Energy-loss function of PbSe (cell volume stretched by 4%) at momentum transfer q = (0, 0, −0.5) in reciprocal-lattice units, computed with Yambo 5.3.0 in the independent-particle approximation on Quantum ESPRESSO LDA states. Settings: PseudoDojo 0.4.1 SR LDA standard potentials, 939 eV wave cutoff, 8×8×8 k-mesh, 35 bands, 0.2 eV damping, no spin-orbit coupling.

```csv
row,loss function,loss energy (eV)
1,0.006,0.00
2,0.012,2.11
3,0.044,3.92
4,0.157,6.03
5,0.767,8.14
6,0.384,10.25
7,0.374,12.06
8,0.560,14.17
9,0.849,16.28
10,0.775,18.39
11,1.133,20.20
12,1.773,22.31
13,1.168,24.42
14,0.527,26.53
15,0.644,28.34
16,0.392,30.45
17,0.355,32.56
18,0.367,34.67
19,0.372,36.48
20,0.529,38.59
21,0.281,40.70
22,0.027,42.81
23,0.012,44.62
24,0.009,46.73
25,0.037,48.84
26,0.084,50.95
27,0.072,52.76
28,0.023,54.87
29,0.024,56.98
30,0.044,59.10
```

The table is one spectrum of one crystal. A fast electron that passes through PbSe can give up energy to the crystal's electrons, and the loss function $L$ measures how readily it gives up the amount $E$, the loss energy. All rows belong to the same momentum transfer, at the edge of the Brillouin zone. The main peak is at about 22 eV, and a smaller feature stands apart from it near 8 eV. The question for this page is how much of the curve can be recovered with a pocket calculator.

**Why the loss peaks where it does**

The loss function is built from the dielectric function $\varepsilon=\varepsilon_1+i\varepsilon_2$, in which $\varepsilon_2$ describes absorption:

$$L=\mathrm{Im}\left(-\frac{1}{\varepsilon}\right)=\frac{\varepsilon_2}{\varepsilon_1^2+\varepsilon_2^2}.$$

Absorption appears above the line, but also below it. Where the crystal absorbs strongly it also screens strongly, and the field of the passing electron hardly reaches the charges that could take up its energy.

The calculation shows how strong this effect is. At the same momentum the absorption has its maximum at 5.4 eV, where $\varepsilon_2$ is 6.86. The formula then allows a loss of at most $1/6.86\approx0.15$, less than a tenth of the highest value in the table. The large losses must therefore lie elsewhere, at energies where some absorption remains but the screening has become weak.

In the main peak $L$ reaches 1.773. Since $L$ can't exceed $1/|\varepsilon|$, $|\varepsilon|$ is at most 0.56 there, and the field inside the crystal is stronger than that of the passing electron alone. This is a sign that many electrons move together. Their displacement leaves charge behind, and the field of that charge pulls them back, in addition to the forces that bind each electron in the crystal. The stiffer pull gives a higher resonance energy. This collective motion is called a plasmon, although in PbSe it is mixed with transitions of single electrons between bands.

**A mass on a spring**

A mass on a spring with a damper, driven by a periodic force, is the simpler system to keep in mind. The force stands for the field of the passing electron, the displacement for the shift of the electrons, and the driving frequency for $E$. The part of the motion that lags a quarter cycle behind the force takes up energy, and it is largest near resonance. The comparison holds as long as one resonance dominates; a crystal has several, and this is where the estimate will fail.

Written for the screening, the oscillator reads

$$\frac{1}{\varepsilon(E)}=1-\frac{A\,W^2}{W^2-E^2-i\,gE},$$

with resonance energy $W$, width $g$ and strength $A$. Its imaginary part, with the sign reversed, is the rule of thumb:

$$L(E)\approx\frac{A\,W^2\,gE}{(W^2-E^2)^2+(gE)^2}.$$

The strength is not free. At zero energy the formula gives $1/\varepsilon_0=1-A$, where $\varepsilon_0$ is the static dielectric constant at this momentum. The calculation has $\varepsilon_0=4.394$, so that $A=1-1/4.394=0.772$. This number reacts little to errors in the screening, because $1/\varepsilon_0$ is already small beside one.

The other two constants are read from the main peak. On the full energy grid of the calculation it lies at 22.01 eV, and this value is taken as $W$. With damping the curve of the rule has its top slightly below $W$, which matters little here. At $E=W$ the rule reduces to $L=AW/g$, and with the peak height of row 12 this gives

$$g=\frac{0.7724\times22.01}{1.773}=9.59\ \text{eV}.$$

Row 12 is thus an anchor of the rule and can't be used to judge it. It is the listed point nearest to the maximum and not the maximum itself, so the true height may be somewhat larger and $g$ somewhat smaller.

**Two rows by hand**

Row 8, at 14.17 eV, lies on the lower side of the peak. The fixed product is $AW^2=0.772\times484=374$ eV². The other two pieces are $W^2-E^2=284$ eV² and $gE=136$ eV², which give

$$L\approx\frac{374\times136}{284^2+136^2}=0.51.$$

The table has 0.560, so the estimate is 8% below the computed value. This row played no part in setting the constants.

Row 14, at 26.53 eV, lies on the upper side and played no part in them either. Here $W^2-E^2=-219$ eV² and $gE=254$ eV², and the same steps give

$$L\approx\frac{374\times254}{219^2+254^2}=0.84.$$

The table has 0.527, so this estimate is 60% too high.

Part of the second miss has an instructive origin. The strength $A$ covers the response of the whole spectrum, but the rule assigns all of it to one peak. Part of it really belongs to separate features such as the one near 8 eV. With the height held at its computed value, the surplus strength can only go into the width, and close to the top the estimated peak is too broad. The table also dips at this row: at 28.34 eV the computed loss is higher again, and there the rule lies slightly below it.

Because of the surplus strength, $g$ is not a clean measure of the plasmon's lifetime either. The calculation itself contains a damping of only 0.2 eV. The breadth of the computed peak comes from the many band-to-band transitions that are possible at these energies, and the rule condenses them into a single damper.

**How far the rule can be trusted**

Between 10 and 35 eV the rule stays within a factor of 1.85 of the table in each of the 12 rows, the anchor left aside. These bounds were chosen after the misses had been seen, so they describe this spectrum and are not a promise for another one. The factor alone also says little, because a flat line at 0.64 would stay within about the same factor of these 12 rows. What the rule adds is the rise towards the peak and the fall beyond it. Over the table as a whole, without the anchor and the row at zero energy, 18 of 28 rows come within a factor of two. The typical (root-mean-square) miss of these 28 rows is 0.22, or 12% of the peak height. That is modest beside the peak but large beside the weak losses at either end.

A better strength and width don't cure this. A least-squares fit to all 30 rows, with $W$ held fixed and both strength and width free, returns nearly the same strength, 0.78, but a width of 12.9 eV. The curve spreads out to reach the distant features and pays for it at the top, where its height drops to $0.785\times22.01/12.93=1.34$. When each row is left out in turn and predicted from the others, the typical miss over all 30 rows, peak included, is 0.23, about the same as that of the hand rule on its 28 rows. The limit lies in the shape, which has room for one resonance only.

**Where one oscillator is not enough**

The clearest failure is row 5, at 8.14 eV, where the rule gives only about a fifth of the computed 0.767. The formula for $L$ suggests why. Just above a strong absorption the screening falls quickly while some absorption is left, and that is the recipe for a loss peak. The strong absorption at 5.4 eV should therefore be followed by a loss feature of its own, and the table has one above it, near 8 eV, although this argument doesn't fix the exact position. A single oscillator at 22 eV rises smoothly through this region and passes underneath it.

Far above the peak the rule errs in both directions. At 38.59 eV it again gives less than a quarter of the computed loss. At 44.62 eV it gives more than five times too much, because the computed loss has by then almost vanished. This collapse may be an artefact: the calculation holds only 20 empty bands, and an electron can't be excited into a state that was left out. The cut reaches the electrons of the highest filled bands first, so losses below the collapse may be affected too. A run with more bands would show how much; until then, the top of the table is a poor place to judge any rule.

**If the peak position is not known**

The resonance energy can itself be estimated by counting electrons. At very high energy the binding no longer matters and the electrons respond as if free, which requires $AW^2=E_p^2$. Here $E_p$ is the plasma energy of $N$ free electrons in a cell of volume $V$:

$$E_p^2\approx1380\ \text{eV}^2\,\text{Å}^3\times\frac{N}{V}.$$

The cell holds two atoms, so $V=2\times29.82=59.64$ Å³, and each electron contributes 23.1 eV².

The difficulty is to decide which electrons count. The 3d electrons of Se, which the calculation also includes, are bound much more deeply than the others and are left out here. The outer s and p shells of Pb and Se hold ten, which gives $W=\sqrt{231/0.772}=17.3$ eV, 21% below the computed peak. If the ten 5d electrons of Pb are counted in full, the result is 24.5 eV, 11% above it. The two counts bracket the peak, and neither hits it.

Turned around, the peak position tells how many electrons seem to take part: $374/23.1\approx16$. The table gives a similar answer by another route. The area under $E$ times $L$, summed up to the last row, corresponds to about 15 free electrons. Both numbers exceed ten, which suggests that the 5d electrons join in. That they stay below twenty says less about these electrons: the first number assigns all the strength to one peak, and the second misses losses beyond the last row and those that need the omitted empty bands.

The count also shows which way a neighbouring case should move. With the same electrons and similar screening, $W$ varies as $1/\sqrt{V}$, so a denser crystal has its main loss at higher energy. The present cell was stretched by 4% in volume, which lowers the estimate by about 2%. The width has no such shortcut, and at least one measured or computed peak height is needed to set it.

One caution applies to the use of these numbers outside the table. The calculation builds $\varepsilon$ from independent transitions, and the common field of the electrons enters only through $1/\varepsilon$. Local fields and the attraction between an excited electron and the hole it leaves are left out, and so is spin-orbit coupling, which matters for the bands of a lead compound. LDA also tends to place filled d levels such as Pb 5d too close to the valence bands, so their share in the loss may begin at too low an energy. No finer mesh of k-points was tried, so the small bumps in the curve are not secure. The factor of 1.85 is therefore the distance between the rule and this calculation. The distance to a measured spectrum is a separate matter. For a first guess of how the computed loss of this crystal rises and falls between 10 and 35 eV the rule is good enough; for the position of a separate feature the bands themselves are needed.
